\textbf{Problem.} A uniform gas of $^{87}$Rb atoms in one internal state has atomic mass $m=86.909$\,u, s-wave scattering length $a=5.3$\,nm (a typical value, taken as given) and condensate density $n_0=1.0\times10^{14}$\,cm$^{-3}$, held fixed throughout. The coupling is $g=4\pi\hbar^2a/m$. Write $\hat\psi=\Phi+\hat\phi$ with $\Phi=\sqrt{n_0}$ real, $\tilde n=\langle\hat\phi^\dagger\hat\phi\rangle$, $\tilde m=\langle\hat\phi\hat\phi\rangle$, $\epsilon_k=\hbar^2k^2/2m$ and $s=\sqrt{n_0a^3/\pi}$. Work to first order in $s$. (a) Recall why $\mu=\Sigma_{11}(0,0)-\Sigma_{12}(0,0)$. (b) Find $D=\Sigma_{11}-\Sigma_{12}-\mu$ in the Bogoliubov, Popov and Hartree--Fock--Bogoliubov (HFB) approximations, and the HFB energy at $k=0$. (c) Evaluate $\tilde n$, $\tilde m$, $\mu$ and $D$ at $T=0$. (d) Show what the Beliaev diagrams add. (e) Find the HFB gap at $T=100$\,nK.

\medskip
\textbf{Student:} Part (a) is usually waved through with the word Goldstone. I would like to see where the minus sign comes from.

\textbf{Lecturer:} Let $U(\Phi,\Phi^*)$ be the grand potential per volume when $\langle\hat\psi\rangle$ is held at a uniform value $\Phi$. Its curvature is the inverse propagator at $k=0$, $\omega=0$. About a real equilibrium $\Phi$,
\begin{equation}
\delta U=(\Sigma_{11}-\mu)|\delta\Phi|^2+\tfrac12\Sigma_{12}\left(\delta\Phi^2+\delta\Phi^{*2}\right),
\label{curv}
\end{equation}
which fixes my sign convention, $\Sigma_{12}=+gn_0$ at lowest order. The Hamiltonian is unchanged by $\hat\psi\to e^{i\theta}\hat\psi$, so $U$ depends only on $\rho=|\Phi|^2$. Then $\Sigma_{11}-\mu=U'+\rho U''$ and $\Sigma_{12}=\rho U''$, and their difference is $U'$, which vanishes in equilibrium:
\begin{equation}
\mu=\Sigma_{11}(0,0)-\Sigma_{12}(0,0).
\label{HP}
\end{equation}
That is the theorem of Hugenholtz and Pines (1959). The sign is visible in \eqref{curv}: a phase displacement $\delta\Phi=ib$ costs $Db^2$. The propagator has a pole at $k=0$, $\omega=0$ when $(\Sigma_{11}-\mu)^2-\Sigma_{12}^2=0$ there, and $D$ is a factor of that expression, so $D=0$ means no gap.

\textbf{Student:} Fine. For (b) I factorised the interaction in the equation of motion. The condensate equation gives $\mu=g(n_0+2\tilde n+\tilde m)$, and the fluctuation equation gives $\Sigma_{11}=2g(n_0+\tilde n)$ and $\Sigma_{12}=g(n_0+\tilde m)$.

\textbf{Lecturer:} So subtract, and diagonalise with $A_k=\epsilon_k+\Sigma_{11}-\mu$ and $B=\Sigma_{12}$:
\begin{equation}
D=-2g\tilde m,\qquad
E_k^2=A_k^2-B^2=(\epsilon_k-2g\tilde m)(\epsilon_k+2gn_0),\qquad
E_0^2=-4g^2n_0\tilde m .
\label{gap}
\end{equation}
Notice that $\tilde n$ drops out. Delete $\tilde m$ everywhere and you have what is commonly called the Popov approximation, with $D=0$. Delete $\tilde n$ as well and you have Bogoliubov, $\mu=2gn_0-gn_0$, again $D=0$.

\textbf{Student:} Here I object. The HFB energy is phase invariant. Your proof used nothing else, so it should apply.

\textbf{Lecturer:} It is invariant when $\Phi$ and $\tilde m$ turn together, $\tilde m$ through twice the angle. The HFB self-energies are curvatures at frozen $\tilde m$. The energy density contains $\tfrac g2(\Phi^{*2}\tilde m+\text{c.c.})$, and turning $\Phi$ alone through $\theta$ makes this $gn_0\tilde m\cos2\theta\simeq gn_0\tilde m-2g\tilde m\,n_0\theta^2$. With $b=\sqrt{n_0}\,\theta$ the cost is $-2g\tilde m\,b^2$, which is $D\,b^2$. The proof needs the curvature with the pairs allowed to readjust. Now the scales.

\textbf{Student:} I get
\begin{equation}
\frac gh=\frac{2\hbar a}{m}=7.75\times10^{-12}\,\text{Hz\,cm}^3,\qquad
\frac{gn_0}{h}=775\,\text{Hz},\qquad \frac{gn_0}{k_B}=37.2\,\text{nK},
\end{equation}
a healing length $\xi=(8\pi an_0)^{-1/2}=0.274\,\mu$m, $n_0a^3=1.49\times10^{-5}$ and $s=2.18\times10^{-3}$.

\textbf{Lecturer:} To first order in $s$ the averages are taken in the Bogoliubov state. Put $x=k\xi$, so that $\epsilon_k=gn_0x^2$, $E_k=gn_0\,x\sqrt{x^2+2}$ and $\int d^3k/(2\pi)^3=8\sqrt2\,s\,n_0\int x^2dx$. The depletion converges:
\begin{equation}
\tilde n=8\sqrt2\,s\,n_0\int_0^\infty\! x^2\left[\frac{x^2+1}{2x\sqrt{x^2+2}}-\frac12\right]dx=\frac83\,s\,n_0=5.8\times10^{11}\,\text{cm}^{-3}.
\end{equation}
The anomalous average is $-\int d^3k/(2\pi)^3\,gn_0/2E_k$ and needs a cutoff $\Lambda$. With $X=\Lambda\xi$,
\begin{equation}
\tilde m_\Lambda=-4\sqrt2\,s\,n_0\left(\sqrt{X^2+2}-\sqrt2\right).
\label{bare}
\end{equation}

\textbf{Student:} That is negative, so $E_0$ is real, but it grows with $\Lambda$. I was taught to subtract the vacuum part.

\textbf{Lecturer:} A contact potential cut off at $\Lambda$ has a bare strength $g_\Lambda$. To second Born order it is tied to $a$ by $g_\Lambda=g+g^2\int d^3k/(2\pi)^3\,(2\epsilon_k)^{-1}=g(1+2a\Lambda/\pi)$, and $2a\Lambda/\pi=4\sqrt2\,sX$. In $\mu$ and in $\Sigma_{12}$ the combination $g_\Lambda n_0+g\tilde m_\Lambda$ appears, and for $X\gg1$ it equals $g(n_0+\tilde m_R)$ with
\begin{equation}
\tilde m_R=4\sqrt2\,s\,n_0\int_0^\infty\!\left[1-\frac{x}{\sqrt{x^2+2}}\right]dx=8\,s\,n_0=+1.74\times10^{12}\,\text{cm}^{-3}.
\end{equation}
Hence $\mu=gn_0(1+\tfrac{40}{3}s)$. In terms of the total density $n=n_0+\tilde n$ this reads $gn(1+\tfrac{32}{3}s)$, the Lee--Huang--Yang result. The shift above $gn_0$ is 22\,Hz, while Popov gives $\tfrac{16}{3}s\,gn_0$, or 9\,Hz. I print whole hertz at best, because the logarithmic term of the next order, $12(4\pi/3-\sqrt3)\,na^3\ln(na^3)\,gn$ from Wu's expansion of the energy, is about $-4$\,Hz here and comes with a non-logarithmic term of order $na^3$ that we have not computed.

\textbf{Student:} But $\tilde m_R$ is positive. Then
\begin{equation}
D=-16\,s\,gn_0=-h\times27\,\text{Hz},\qquad E_0^2=-32\,s\,(gn_0)^2<0 .
\end{equation}
I get an imaginary energy of magnitude $h\times0.20$\,kHz. Did I lose a sign?

\textbf{Lecturer:} No. If you write $g$ everywhere and use $\tilde m_R$ in \eqref{gap}, the $T=0$ spectrum is imaginary for $\epsilon_k<|D|$, that is for $k\xi<4\sqrt s=0.19$, or wavelengths above about 9\,$\mu$m. Those are first-iteration numbers, and the loop cannot be iterated with imaginary energies. The other consistent reading keeps the bare model. There $\Sigma_{11}$ contains $2g_\Lambda n_0$ with nothing to renormalise it, $D=-2g\tilde m_\Lambda$, and \eqref{gap} with \eqref{bare} gives a real gap of 0.24\,kHz for $X=3$ and 0.37\,kHz for $X=6$. These hold only to within the difference between $g_\Lambda$ and $g$, which is 4\% and 7\%. So at $T=0$ the violation is certain, while its sign and size depend on how the ultraviolet is handled. The statement that HFB is gapped presumes $\tilde m<0$.

\textbf{Student:} Also $|E_0|$ scales as $s^{1/2}$, so it is much larger than the terms we claim to control.

\textbf{Lecturer:} Yes. At $k=0$ a mismatch of $16s=3.5\%$ of $gn_0$ in $D$ becomes $\sqrt{32s}=26\%$ of $gn_0$ in $|E_0|$. Now (d): let the pairs readjust. The quadratic Hamiltonian of the pair $(k,-k)$ contains $B\,a_k^\dagger a_{-k}^\dagger+\text{h.c.}$ with $B=g\Phi^2$, and its diagonal part depends on $|\Phi|^2$. Shift $\Phi\to\Phi+ib$. The changes of order $b^2$, averaged in the Bogoliubov vacuum, give $(2g\tilde n-g\tilde m)b^2$, which is the HFB fluctuation part of $\Sigma_{11}-\Sigma_{12}$. There is also a change of order $b$, namely $\delta B=2ig\Phi b$. With $a_k=u_k\alpha_k-v_k\alpha^\dagger_{-k}$ it creates two quasiparticles with amplitude $\delta B\,u_k^2+\delta B^*v_k^2=2ig\Phi b$, since $u_k^2-v_k^2=1$. Second-order perturbation theory, with denominator $2E_k$ and each pair counted once, gives
\begin{equation}
\delta U=-\frac12\int\!\frac{d^3k}{(2\pi)^3}\,\frac{4g^2n_0b^2}{2E_k}=2g\tilde m_\Lambda\,b^2,
\qquad \delta\Sigma_{11}-\delta\Sigma_{12}=2g\tilde m_\Lambda .
\label{bel}
\end{equation}
These are the diagrams with two cubic vertices in Beliaev's theory (1958), at zero momentum and frequency. Each vertex brings $g\sqrt{n_0}$, so they are of the same order as $g\tilde m$. Adding them,
\begin{equation}
\Sigma_{11}-\Sigma_{12}=g_\Lambda n_0+2g\tilde n-g\tilde m_\Lambda+2g\tilde m_\Lambda=g(n_0+2\tilde n+\tilde m_R)=\mu .
\end{equation}

\textbf{Student:} So the cutoff goes away too.

\textbf{Lecturer:} It does. The vacuum part of \eqref{bel}, $-2gn_0\cdot2a\Lambda/\pi$, turns $2g_\Lambda n_0$ into $2gn_0$. The recipe with $g$ and $\tilde m_R$ includes that part silently and omits the medium part $2g\tilde m_R=+h\times27$\,Hz, which is the deficit you found. Beliaev thus has $D=0$ together with the 22\,Hz shift of $\mu$. HFB has that $\mu$ and $D\neq0$. Popov has $D=0$ and lacks the 13\,Hz that $g\tilde m_R$ contributes to $\mu$ at this order.

\textbf{Student:} Can I tabulate $\Sigma_{11}$ and $\Sigma_{12}$ separately at this order?

\textbf{Lecturer:} Not at $k=0$, $\omega=0$. A real shift of $\Phi$ gives, by the same steps,
\begin{equation}
\delta\Sigma_{11}+\delta\Sigma_{12}=-g^2n_0\int\!\frac{d^3k}{(2\pi)^3}\,\frac{(\epsilon_k-gn_0)^2}{E_k^3},
\end{equation}
and $E_k^3\propto k^3$ makes it diverge logarithmically at small $k$. The divergence is common to both self-energies and cancels in the difference that enters \eqref{HP}.

\textbf{Student:} Then (e). Does temperature give an honest real gap?

\textbf{Lecturer:} It gives a real gap within the $g$, $\tilde m_R$ recipe, and the thermal part needs no cutoff. First, 100\,nK is well below 398\,nK, the ideal-gas transition temperature $(2\pi\hbar^2/mk_B)[n_0/\zeta(3/2)]^{2/3}$ at density $n_0$ alone. Each mode acquires a factor $\coth(E_k/2k_BT)$. Let $t=k_BT/gn_0=2.69$ and $d=D/gn_0=-2\tilde m_R/n_0$. In HFB the numerator is $B=gn_0(1-d/2)$, and the vacuum subtraction carries the same factor, so
\begin{equation}
d=16\sqrt2\,s\left(1-\frac d2\right)K(t,d),\qquad
K=\int_0^\infty\!\left[\frac{x^2}{2e}\coth\frac{e}{2t}-\frac12\right]dx,\qquad
e=\sqrt{(x^2+d)(x^2+2)} .
\label{sc}
\end{equation}
At first order set $d=0$ on the right. As $t\to0$, $K=-1/\sqrt2$ returns $\tilde m_R=8sn_0$. Quadrature shows that $K(t,0)$ changes sign at $t=1.60$, or 59.5\,nK, and above that $\tilde m_R$ is negative.

\textbf{Student:} At $t=2.69$ I find $K=0.755$. Then $\tilde m_R=-8\sqrt2\,sKn_0=-1.86\times10^{12}$\,cm$^{-3}$, $d=0.0372$, $D/h=28.8$\,Hz and
\begin{equation}
\frac{E_0}{h}=\sqrt{2d}\;\frac{gn_0}{h}=211\,\text{Hz}.
\end{equation}
Since $d$ is under four per cent, iterating should change little.

\textbf{Lecturer:} Test that. The classical part of $K$, from $\coth y\to1/y$, is
\begin{equation}
t\int_0^\infty\!\frac{x^2\,dx}{(x^2+d)(x^2+2)}=\frac{\pi t}{2(\sqrt2+\sqrt d)},
\end{equation}
which responds to $\sqrt d$, and $K$ is a difference between this term and a negative remainder of similar size. Solving \eqref{sc} gives $d=0.0227$. The classical part falls from 2.99 to 2.70 and $K$ from 0.755 to 0.466. Then $\tilde m_R=-1.14\times10^{12}$\,cm$^{-3}$, $D/h=17.6$\,Hz and $E_0/h=165$\,Hz. The feedback lowers the gap by 22\%, so the first-order figure is good to one digit, about 0.2\,kHz, and 165\,Hz is the solution of the HFB equations as we regularised them.

\textbf{Student:} And the cancellation of part (d) survives?

\textbf{Lecturer:} It does. The pair term in \eqref{bel} gains the same $\coth$ factor. The term that scatters a thermal quasiparticle has amplitude proportional to $u_kv_k(\delta B+\delta B^*)$, which is zero for imaginary $\delta B$. So $\delta\Sigma_{11}-\delta\Sigma_{12}=2g\tilde m(T)$ and $D=0$ again at this order.

\textbf{Student:} How far into the spectrum does the false gap reach?

\textbf{Lecturer:} The Bogoliubov sound speed is $c=\sqrt{gn_0/m}=1.89$\,mm/s. A phonon of frequency 165\,Hz has wavelength $c/(165\,\text{Hz})=11\,\mu$m. At longer wavelengths the HFB quasiparticle energy levels off at the gap, whereas the true branch continues down to zero. These numbers are the model's, resting on the assumed $a$, $n_0$ and $T$, and the gap in particular belongs to the approximation: for the uniform condensed gas itself, \eqref{HP} makes it exactly zero.